## Appendix: Fierz rearrangement and the short-range couplings of graphene

### A.1 Premises and conventions

The metric is $g^{\mu\nu}=\mathrm{diag}(+,-,-,-)$. The $4\times4$ matrices $\gamma^\mu$ obey $\{\gamma^\mu,\gamma^\nu\}=2g^{\mu\nu}$, and

$$\gamma_5=i\gamma^0\gamma^1\gamma^2\gamma^3,\qquad \sigma^{\mu\nu}=\tfrac{i}{2}[\gamma^\mu,\gamma^\nu],\qquad \bar\psi=\psi^\dagger\gamma^0 .$$

The components of the spinors $\psi_1,\dots,\psi_4$ either all commute ($\eta=+1$, wave functions) or all anticommute ($\eta=-1$, Grassmann fields or normal-ordered operators). With every Lorentz index summed over all four values, the five quartic invariants are

$$X_i(12;34)=(\bar\psi_1 O_i\psi_2)(\bar\psi_3 O_i'\psi_4),$$

$$SS=1\otimes1,\quad VV=\gamma^\mu\otimes\gamma_\mu,\quad TT=\sigma^{\mu\nu}\otimes\sigma_{\mu\nu},\quad AA=\gamma^\mu\gamma_5\otimes\gamma_\mu\gamma_5,\quad PP=\gamma_5\otimes\gamma_5 .$$

The choice $i\gamma_5$ for $P$ reverses the sign of $PP$, and a sum over $\mu<\nu$ halves $TT$.

### A.2 Completeness

Take the sixteen matrices $\Gamma_A$ and their inverses $\Gamma^A\equiv\Gamma_A^{-1}$:

$$\Gamma_A=\{1,\ \gamma^\mu,\ \sigma^{\mu\nu}\,(\mu<\nu),\ \gamma^\mu\gamma_5,\ \gamma_5\},\qquad \Gamma^A=\{1,\ \gamma_\mu,\ \sigma_{\mu\nu},\ -\gamma_\mu\gamma_5,\ \gamma_5\}.$$

The minus sign arises because $\gamma^\mu\gamma_5\gamma_\mu\gamma_5=-\gamma^\mu\gamma_\mu\gamma_5^2=-1$ for fixed $\mu$. Up to a phase, each $\Gamma_A$ is a product of $p$ distinct $\gamma^\mu$, with rank $p=0,1,2,3,4$ for $S,V,T,A,P$.

*Signs.* Move a product of rank $q$ through one of rank $p$. Each of the $pq$ transpositions gives $-1$, except for the $n$ in which a matrix meets itself. Hence

$$\Gamma_A\Gamma_B\Gamma^A=s_{AB}\Gamma_B,\qquad s_{AB}=(-1)^{pq+n}.\tag{A1}$$

*Traces.* Every $\Gamma_B\neq1$ has $s_{AB}=-1$ for some $\Gamma_A=\gamma^\mu$: for even $q$ take a $\gamma^\mu$ contained in it, for odd $q$ one that is not. The trace of (A1) then gives $\mathrm{tr}\,\Gamma_B=-\mathrm{tr}\,\Gamma_B=0$. For $A\ne B$ the product $\Gamma^A\Gamma_B$ is a phase times some $\Gamma_C\neq1$, so

$$\mathrm{tr}(\Gamma^A\Gamma_B)=4\delta_{AB}.\tag{A2}$$

*Basis.* If $\sum_Bc_B\Gamma_B=0$, multiplication by $\Gamma^A$ and (A2) give $c_A=0$. Sixteen independent $4\times4$ matrices span the whole matrix space, and (A2) fixes the coefficients of any matrix $M$:

$$M=\tfrac14\sum_B\Gamma_B\,\mathrm{tr}(\Gamma^BM).\tag{A3}$$

### A.3 Exchange of two spinors

Apply (A3) to the matrix $M_{jk}=\psi_{2j}\bar\psi_{3k}$. Its trace with $\Gamma^B$ is $(\Gamma^B)_{kj}\psi_{2j}\bar\psi_{3k}=\eta\,\bar\psi_3\Gamma^B\psi_2$, where $\eta$ comes from the one interchange of $\psi_2$ and $\bar\psi_3$. Insert this between $\bar\psi_1\Gamma_A$ and $\Gamma^A\psi_4$. A bilinear is even and moves past $\psi_4$ without a sign, so with (A1), at fixed $A$,

$$(\bar\psi_1\Gamma_A\psi_2)(\bar\psi_3\Gamma^A\psi_4)=\frac{\eta}{4}\sum_Bs_{AB}\,(\bar\psi_1\Gamma_B\psi_4)(\bar\psi_3\Gamma^B\psi_2).\tag{A4}$$

Now sum (A4) over all $A$ of rank $p$, defining $e_p=\sum_{A\in p}\Gamma_A\otimes\Gamma^A$. For a given $B$ of rank $q$ there are $\binom qn\binom{4-q}{p-n}$ matrices $A$ that share $n$ factors with it. The summed sign therefore depends on $B$ through $q$ alone,

$$c_{pq}=\sum_n(-1)^{pq+n}\binom qn\binom{4-q}{p-n},\qquad c=\begin{pmatrix}1&1&1&1&1\\4&-2&0&2&-4\\6&0&-2&0&6\\4&2&0&-2&-4\\1&-1&1&-1&1\end{pmatrix},$$

and $e_p(12;34)=\frac\eta4\sum_qc_{pq}\,e_q(14;32)$. Comparison with the list of inverses gives $X_p=d_pe_p$ with $d=(1,1,2,-1,1)$. Thus $F_{pq}=d_pc_{pq}/(4d_q)$, and in the order $S,V,T,A,P$

$$X_i(12;34)=\eta\sum_jF_{ij}X_j(14;32),\qquad F=\frac14\begin{pmatrix}1&1&\tfrac12&-1&1\\4&-2&0&-2&-4\\12&0&-2&0&12\\-4&-2&0&-2&4\\1&-1&\tfrac12&1&1\end{pmatrix}.\tag{A5}$$

The first row reads $SS\to\frac\eta4[SS+VV+\frac12TT-AA+PP]$.

*Involution.* Using (A5) twice returns $\psi_2$ and $\psi_4$ to their places, so $X=\eta^2F^2X$ for arbitrary spinors. The five tensors are built from disjoint sets of the independent products $\Gamma_A\otimes\Gamma^A$ and are independent, which forces $F^2=1$. The eigenvalues are then $\pm1$, and $\mathrm{tr}F=\frac14(1-2-2-2+1)=-1$ means $+1$ twice and $-1$ three times.

*Chiral currents.* The product of two $V-A$ currents contains parity-odd $VA$ terms that lie outside the five invariants. It is reached by replacing $\psi_2\to(1-\gamma_5)\psi_2$ and $\psi_4\to(1-\gamma_5)\psi_4$ in the second row, $VV\to\eta[SS-\frac12VV-\frac12AA-PP]$. Since $\gamma_5(1-\gamma_5)=-(1-\gamma_5)$ acts in both bilinears, $PP$ becomes equal to $SS$ and $AA$ to $VV$. The scalar terms cancel:

$$[\bar\psi_1\gamma^\mu(1-\gamma_5)\psi_2][\bar\psi_3\gamma_\mu(1-\gamma_5)\psi_4]=-\eta\,[\bar\psi_1\gamma^\mu(1-\gamma_5)\psi_4][\bar\psi_3\gamma_\mu(1-\gamma_5)\psi_2].$$

The structure changes sign for commuting spinors and reproduces itself for fields. With $(1+\gamma_5)\psi_4$ instead, $PP$ becomes $-SS$ and $AA$ becomes $-VV$, and the right side is $2\eta\,[\bar\psi_1(1+\gamma_5)\psi_4][\bar\psi_3(1-\gamma_5)\psi_2]$.

*One field.* If all four spinors are one anticommuting field at one point, $X(14;32)=X(12;34)$ and (A5) becomes $(1+F)X=0$. The rank of $1+F$ is the number of eigenvalues $+1$. Each left eigenvector $u=uF$ gives $uX=-uX=0$, and these are

$$2(SS-PP)+VV-AA=0,\qquad 6(SS+PP)+TT=0 .$$

Three of the five couplings are independent. In general the number of independent couplings equals the number of eigenvalues $-1$ of the exchange matrix.

### A.4 Contact interactions in graphene

Near the zone corners $\pm\mathbf K$ the nearest-neighbour $\pi$-band Hamiltonian on the sublattices $(A,B)$ is $\hbar v(\pm\sigma_xk_x+\sigma_yk_y)$. In the basis $\Psi=(\psi_{AK},\psi_{BK},\psi_{BK'},-\psi_{AK'})$ both valleys read

$$H_0=\hbar v(\sigma_xk_x+\sigma_yk_y),$$

with Pauli matrices $\tau$ for the valley and $\sigma$ inside each valley. The set $\gamma^0=\sigma_z\tau_z$, $\gamma^1=i\sigma_y\tau_z$, $\gamma^2=-i\sigma_x\tau_z$, $\gamma^3=i\tau_y$ satisfies the Clifford relations, has $\gamma^0\gamma^{1,2}=\sigma_{x,y}$, and gives $\gamma_5=\tau_x$. The sixteen $\Gamma_A$ are, up to phases, the Hermitian matrices $M_{ab}=\sigma_a\tau_b$ with $a,b\in\{0,x,y,z\}$ and $M_{ab}^2=1$. The steps to (A4) used only (A1) and (A3), so (A4) holds for the bilinears $\Psi^\dagger M\Psi$, with $s=\pm1$ for commuting or anticommuting $M$. The direction "3" is internal here, so the five classes of (A5) are replaced by those that the lattice dictates.

*Allowed terms.* A lattice translation acts as $e^{i\theta\tau_z}$ with $\theta=\pm2\pi/3$, and a threefold rotation, up to a translation, as $e^{i\theta\sigma_z}$ with the same angles. A product of two bilinears built from $1,\tau_z,\tau_\pm$ acquires $e^{2iq\theta}$ with $|q|\le2$, which is unity at these angles only for $q=0$. The same holds for $\sigma$. Quartic contact terms are therefore invariant for all $\theta$, in particular under conjugation by $\tau_z$ and by $\sigma_z$ ($\theta=\pi/2$). The mirror that swaps sublattices acts as $\sigma_x\tau_z$, and the one that swaps valleys as $\sigma_y\tau_y$. Together these four generate, up to phases, all sixteen $M$. A cross term $(\Psi^\dagger M\Psi)(\Psi^\dagger M'\Psi)$ with $M\neq M'$ is odd under any matrix that anticommutes with $MM'\not\propto1$, so it is forbidden. The continuous rotations then equate the $x$ and $y$ coefficients. Nine terms remain:

$$H_{\rm int}=\tfrac12\int d^2r\sum_{\alpha\beta}g_{\alpha\beta}X_{\alpha\beta},\qquad X_{\alpha\beta}=\sum_{a\in\alpha,\,b\in\beta}:(\Psi^\dagger\sigma_a\tau_b\Psi)^2:,\qquad\alpha,\beta\in\{0,\perp,z\},$$

with $\perp=\{x,y\}$. Here $zz$ is the sublattice imbalance $n_A-n_B$, $z\!\perp$ the Kekulé masses and $z0$ the Haldane mass.

*Exchange matrix.* The sign $s$ of two products $\sigma_a\tau_b$ is the product of the signs of the factors, and $\frac14=\frac12\cdot\frac12$. The nine-dimensional matrix is $f\otimes f$, where $f$ is half the class sum of the signs of Pauli matrices. Real spin $\mathbf s$ with SU(2) symmetry adds the classes $\{1\}$ and $\{s_x,s_y,s_z\}$ and a factor $f_s$:

$$f=\frac12\begin{pmatrix}1&1&1\\2&0&-2\\1&-1&1\end{pmatrix}\ (0,\perp,z),\qquad f_s=\frac12\begin{pmatrix}1&1\\3&-1\end{pmatrix}.$$

Both square to unity, with $\mathrm{tr}f=1$ and $\mathrm{tr}f_s=0$.

- Spinless electrons: $\mathrm{tr}(f\otimes f)=1$ in dimension 9 gives $(9-1)/2=4$ eigenvalues $-1$, so 4 couplings are independent.
- With spin: there are 18 terms, the singlets $X^0_{\alpha\beta}$ and the triplets $X^s_{\alpha\beta}$ built from $\Psi^\dagger M\mathbf s\Psi$. The matrix $\mathcal F=f_s\otimes f\otimes f$ is traceless, so 9 are independent. The first row of $f_s$ gives $X^0=-\frac12(f\otimes f)(X^0+X^s)$, that is $X^s=-X^0-2(f\otimes f)X^0$. All triplets can be eliminated and the nine singlet couplings kept.

### A.5 Range of validity

Equations (A4) and (A5) are algebraic identities, exact in any $4\times4$ representation. They require four-dimensional spinor space. For $d\ne4$ in dimensional regularisation the algebra has no sixteen-element basis, and the difference of the two sides defines an evanescent operator that must be tracked. For operators, (A4) holds under normal ordering; without it, anticommutators add one-body terms. Further indices (spin above, layer or colour elsewhere) are exchanged too and need their own factor. The reduction $(1+F)X=0$ needs all four fields at one point without derivatives. It does not apply to a potential $V(\mathbf r-\mathbf r')$ of finite range, where exchange yields bilocal bilinears. The counts 4 and 9 assume the full lattice symmetry, conserved particle number and, for 9, negligible spin-orbit coupling. Strain or a sublattice-breaking substrate admits further terms.

### A.6 Illustration: on-site repulsion

Take $H_U=U\sum_in_{i\uparrow}n_{i\downarrow}=\frac U2\sum_i:n_i^2:$ and expand $c_{A}(\mathbf r)=\sqrt{A_c}\,(e^{i\mathbf K\cdot\mathbf r}\psi_{AK}+e^{-i\mathbf K\cdot\mathbf r}\psi_{AK'})$, likewise on $B$, with cell area $A_c$. Then $n_A=A_c[\rho_A+(e^{-2i\mathbf K\cdot\mathbf r}O_A+\mathrm{h.c.})]$, with the smooth density $\rho_A$ and $O_A=\psi_{AK}^\dagger\psi_{AK'}$, both summed over spin. Since $2\mathbf K$ and $4\mathbf K$ are not reciprocal vectors, the site sum $\sum\to\int d^2r/A_c$ keeps $\rho_A^2+2O_A^\dagger O_A$. In the basis above, under normal ordering, $\rho_A^2+\rho_B^2=\frac12(X^0_{00}+X^0_{zz})$. From $\sigma_x\otimes\sigma_x+\sigma_y\otimes\sigma_y=2(\sigma_+\otimes\sigma_-+\sigma_-\otimes\sigma_+)$, with $\sigma_\pm=(\sigma_x\pm i\sigma_y)/2$ and the same for $\tau$, one finds $X^0_{\perp\perp}=8(O_A^\dagger O_A+O_B^\dagger O_B)$. Hence

$$g_{00}=g_{zz}=\tfrac12UA_c,\qquad g_{\perp\perp}=\tfrac14UA_c ,$$

and the other six vanish. Multiplication shows $g(f\otimes f)=g$ for this row vector. For spinless electrons the interaction therefore vanishes, as the Pauli principle demands. With spin, $gX^s=-3gX^0$, so the same $H_U$ may be written with triplet couplings $-g/3$ alone.

*Mean field.* Without pairing, the direct contraction of $\frac12g(\Psi^\dagger M\Psi)^2$ gives the field $gM\langle\Psi^\dagger M\Psi\rangle$. The exchange contractions are the direct ones of the rearranged form, whose couplings are $-g\mathcal F$. The Hartree–Fock couplings are $g(1-\mathcal F)$. Two forms of one interaction differ by a vector $u=u\mathcal F$, which $1-\mathcal F$ annihilates, so this result is unique. The Hartree part alone is not. In the Néel channel $M=\sigma_z\tau_zs_z$ (triplet, $zz$):

- singlet form: Hartree $0$, Fock $-\frac12g_{zz}=-\frac14UA_c$;
- triplet form: Hartree $-\frac13g_{zz}=-\frac16UA_c$, Fock $-(-\frac13)(-\frac12)g_{zz}=-\frac1{12}UA_c$.

Both total $g_N=-\frac14UA_c$. At half filling and zero temperature the Hamiltonian $H_0+\Delta M$, with $\Delta=g_N\langle\Psi^\dagger M\Psi\rangle$, has $E=\pm\sqrt{(\hbar vk)^2+\Delta^2}$ because $M$ anticommutes with $H_0$. Each of the four filled states per $\mathbf k$ contributes $-\Delta/|E|$ to $\langle M\rangle$. With a circular cutoff $\Lambda$ and $\Delta>0$,

$$1=4|g_N|\int_0^\Lambda\frac{k\,dk}{2\pi|E|}=\frac{2|g_N|}{\pi(\hbar v)^2}\Big[\sqrt{(\hbar v\Lambda)^2+\Delta^2}-\Delta\Big].$$

The bracket decreases with $\Delta$, so a solution needs $|g_N|>g_c=\pi\hbar v/(2\Lambda)$. Conserving the number of states, $2\pi\Lambda^2=(2\pi)^2/A_c$, fixes $\Lambda=\sqrt{2\pi/A_c}$. With $A_c=\frac{\sqrt3}2a^2$ and $\hbar v=\frac{\sqrt3}2ta$ the threshold is $U_c=4g_c/A_c=\hbar v\Lambda=\sqrt{\sqrt3\,\pi}\;t=2.33\,t$.

*Numbers.* Typical inputs are the lattice constant $a=2.46$ Å and the hopping $t=2.8$ eV. The effective repulsion is assumed to be $U=4.5$ eV $=1.6\,t$, standing for the on-site value lowered by intersite repulsion, and was chosen so that the model stays gapless, as graphene typically is. Then $A_c=5.241$ Å$^2$, $\hbar v=5.97$ eV Å, $\Lambda=1.095$ Å$^{-1}$ and $U_c=6.5$ eV. In eV Å$^2$:

| quantity | value |
|---|---|
| $g_{00}=g_{zz}$ | 11.8 |
| $g_{\perp\perp}$ | 5.90 |
| Néel channel, triplet form, Hartree | $-3.93$ |
| Néel channel, triplet form, Fock | $-1.97$ |
| $g_N$, either form | $-5.90$ |
| $g_c$ | 8.56 |

The couplings and their rearrangement are exact within the projected model, while $g_c$ is approximate. The cutoff is not small, $\Lambda a=2.7$. On the lattice the same condition reads $1/U_c=\frac12\langle1/|\varepsilon_{\mathbf k}|\rangle$ with $|\varepsilon_{\mathbf k}|=t|1+e^{i\mathbf k\cdot\mathbf a_1}+e^{i\mathbf k\cdot\mathbf a_2}|$, where $\mathbf a_{1,2}$ are the primitive vectors. The zone average is $0.896/t$, so $U_c=2.23\,t$, and only $2.2$–$2.3\,t$ is meaningful. The omitted long-range Coulomb tail has strength $e^2/(4\pi\varepsilon_0\varepsilon\hbar v)=2.4/\varepsilon$ for a background dielectric constant $\varepsilon$. It is of order one and enters here only through the assumed $U$. Fluctuations are omitted as well: the threshold of the honeycomb Hubbard model is typically put near $3.8\,t$, so the mean-field value is low, about 0.6 of that, and overstates the proximity to order.

The model's ratio is $|g_N|/g_c=0.69$ in either form of the interaction. A Hartree decoupling alone would give $0$ from the singlet form and $0.46$ from the triplet form of the same Hamiltonian.